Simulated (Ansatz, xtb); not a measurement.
## Two isomers of C5H9BSi

Structure a: `CB1C=CC([SiH3])=C1`, a singlet. Structure b: `CC1=CBC([SiH3])=C1`, a singlet. Both are isolated molecules in the gas phase, relaxed with PBE-D3(BJ)/def2-SVP.

Quicker runs give these differences E(b) − E(a): GFN2-xTB −6.8 kcal/mol; HF/STO-3G +5.8 kcal/mol (at GFN2-xTB geometries); r2SCAN-D4/def2-SVP +5.8 kcal/mol (at GFN2-xTB geometries).

Problem. Which of the two would you expect CCSD(T)/def2-SVP + ΔMP2/def2-TZVPP electronic energies to favour?

Solution. Structure a; the calculation gives E(b) − E(a) = +5.6 kcal/mol.

Level by level:

```
                             level             geometry  E(b) − E(a) (kcal/mol)  departure from the last row (kcal/mol)  job, with rough time for the two
                          GFN2-xTB             GFN2-xTB                      −6.8                                   −12.4              optimisation, 0.51 s
                         HF/STO-3G             GFN2-xTB                      +5.8                                    +0.2              single point, 0.68 s
                r2SCAN-D4/def2-SVP             GFN2-xTB                      +5.8                                    +0.2               single point, 9.6 s
               PBE-D3(BJ)/def2-SVP  PBE-D3(BJ)/def2-SVP                      +5.6                                     0.0                optimisation, 70 s
                       HF/def2-SVP  PBE-D3(BJ)/def2-SVP                      +4.2                                    −1.4           part of the CCSD(T) run
                      MP2/def2-SVP  PBE-D3(BJ)/def2-SVP                      +4.4                                    −1.1           part of the CCSD(T) run
                  CCSD(T)/def2-SVP  PBE-D3(BJ)/def2-SVP                      +4.8                                    −0.8                      single point
CCSD(T)/def2-SVP + ΔMP2/def2-TZVPP  PBE-D3(BJ)/def2-SVP                      +5.6                                                     single point, 2.9 min
```

As drawn, b has 1 C–C, 1 B–H in place of 1 C–B, 1 C–H.

GFN2-xTB puts the two in the other order. The largest departure from CCSD(T)/def2-SVP + ΔMP2/def2-TZVPP is that of GFN2-xTB, 12.4 kcal/mol. The last row adds to CCSD(T) the change of the MP2 difference between the two basis sets, here +0.8 kcal/mol.

With thermal terms from frequencies at re-optimised GFN2-xTB minima (ideal gas, soft modes damped towards free rotors, one conformer each, 298.15 K, 1 atm): the zero-point term adds −0.4 kcal/mol; ΔH is +5.0 and ΔG +5.5 kcal/mol.

The correlated steps freeze 11 core orbitals. Codes used: Ansatz 0.2.0, xtb 6.7.1; the last row on 2 threads of Arm Neoverse V1 on a shared host.

Both isomers are boroles, but a carries its methyl group on boron, while b has a B–H bond and the methyl on a ring carbon. The silyl group also moves, from the position β to boron in a to the α position in b. The preference for a probably comes mainly from the methyl group: on boron it forms a strong, polar B–C bond and donates by hyperconjugation into the formally empty p orbital, which the antiaromatic ring does little to fill. The energies don't separate this from the effect of moving the silyl group.

Hartree–Fock already favours a, so correlation adjusts the preference rather than creating it. The reversed order in GFN2-xTB lies in its energies, not its structures, since r2SCAN-D4 gives +5.8 kcal/mol at the same geometries; a poor balance between bonds to boron and bonds to carbon is the likely fault. The close agreement of HF/STO-3G looks fortuitous, as the larger basis lowers the HF value. The ordering says nothing about resistance to Diels–Alder dimerisation, the usual fate of unhindered boroles.
